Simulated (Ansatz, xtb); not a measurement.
AlClH4Si2: which of two structures lies lower

Structure a: a singlet given by its coordinates. Structure b: a singlet given by its coordinates. Both are isolated molecules in the gas phase, relaxed with PBE-D3(BJ)/def2-SVP.

a (Å):

```tsv
atom	x (Å)	y (Å)	z (Å)
Al	0.5772	-0.2692	-0.2991
Cl	-0.6613	-1.6995	0.6513
Si	1.7254	0.9753	-1.8726
Si	-0.3609	2.1190	-1.2879
H	0.6980	-0.2105	-2.3015
H	-0.0755	3.3267	-0.4375
H	-1.3687	1.3148	-0.4527
H	-1.1456	2.5298	-2.5073
```

Close contacts (Å): Al1–Cl2 2.12, Al1–Si3 2.31, Al1–Si4 2.75, Si3–Si4 2.45, Al1–H5 2.01, Si3–H5 1.63, Si4–H6 1.50, Si4–H7 1.54, Si4–H8 1.51.

b (Å):

```xyz
8

Al   -1.0815    1.4890    0.0954
Cl    0.3070    1.9603    1.6401
Si   -0.6308   -0.4366   -1.2894
Si    1.0646    0.8041   -1.9961
H    -2.4311    2.3359    0.0398
H    -1.4975   -0.3798   -2.5402
H     1.4540    1.1103   -3.4214
H     2.1544    1.2691   -1.0697
```

Close contacts (Å): Al1–Cl2 2.13, Al1–Si3 2.41, Si3–Si4 2.22, Al1–H5 1.59, Si3–H6 1.52, Si4–H7 1.51, Si4–H8 1.50.

Energies in hartree; the thermal terms are from PBE-D3(BJ)/def2-SVP harmonic frequencies (ideal gas, rigid rotor, one conformer each, 1000 K, 1 atm) and include the zero-point energy:

|  | a | b |
| --- | --- | --- |
| E, CCSD(T)/def2-SVP | −1281.675684 | −1281.672200 |
| E, MP2/def2-SVP | −1281.603991 | −1281.600147 |
| E, MP2/def2-TZVPP | −1282.171226 | −1282.163956 |
| zero-point energy | 0.033281 | 0.032333 |
| H(1000 K) − E | 0.079692 | 0.079641 |
| G(1000 K) − E | −0.121765 | −0.125479 |

Correct the CCSD(T) difference for the basis set by the MP2 change, then work out ΔE, ΔE₀, ΔH and ΔG for a → b in kcal/mol (1 Eh = 627.51 kcal/mol) and the equilibrium ratio [b]/[a].

1. Differences b − a: CCSD(T) +0.003484, MP2 in the small set +0.003844, MP2 in the large set +0.007270 Eh.
2. ΔE = +0.003484 + (+0.007270 − (+0.003844)) = +0.006910 Eh = +4.34 kcal/mol.
3. ΔE₀ = ΔE + ΔZPE = +0.006910 + (−0.000948) Eh = +3.74 kcal/mol.
4. ΔH = ΔE + (−0.000051) Eh = +4.30 kcal/mol.
5. ΔG = ΔE + (−0.003714) Eh = +2.01 kcal/mol, so ΔS = (ΔH − ΔG)/T = +9.6 J/(mol K).
6. kT = 3.1668 mEh, so K = [b]/[a] = exp(−ΔG/kT) = exp(−1.01) ≈ 0.36.

Structure a is favoured at this temperature. An error of 1 kcal/mol in ΔG would change K by a factor of 1.7. HF/def2-SVP gave ΔE the other sign. Mirror images and further conformers aren't counted.

Other levels gave ΔE = +6.3 (PBE-D3(BJ)/def2-SVP); −1.3 (HF/def2-SVP); +2.4 (MP2/def2-SVP); +2.2 (CCSD(T)/def2-SVP) kcal/mol. The correlated steps freeze 20 core orbitals. Programs: Ansatz 0.2.0.

Structure a is only modestly preferred, and its advantage comes from energy rather than entropy. Its distances suggest an electron-deficient Al centre drawing density from its neighbours: one hydrogen leans from Si towards Al, with a stretched Si–H bond of 1.63 Å, and the silyl group makes a long, weak Al–Si contact of 2.75 Å. Structure b instead resembles an alumanyl-substituted disilene, with a terminal Al–H bond and a short Si–Si bond of 2.22 Å.

Delocalised, bridged bonding usually gains more from dynamic correlation than a classical arrangement does, and needs flexible polarisation functions to describe it. This probably explains why Hartree–Fock favours b, while correlation and then the larger basis move the balance towards a. The enthalpy difference almost equals the electronic one, so the narrowing in free energy at 1000 K is essentially entropic, consistent with softer motions in the less bridged b. The ratio describes populations only if the two isomers can interconvert, and no barrier was computed.
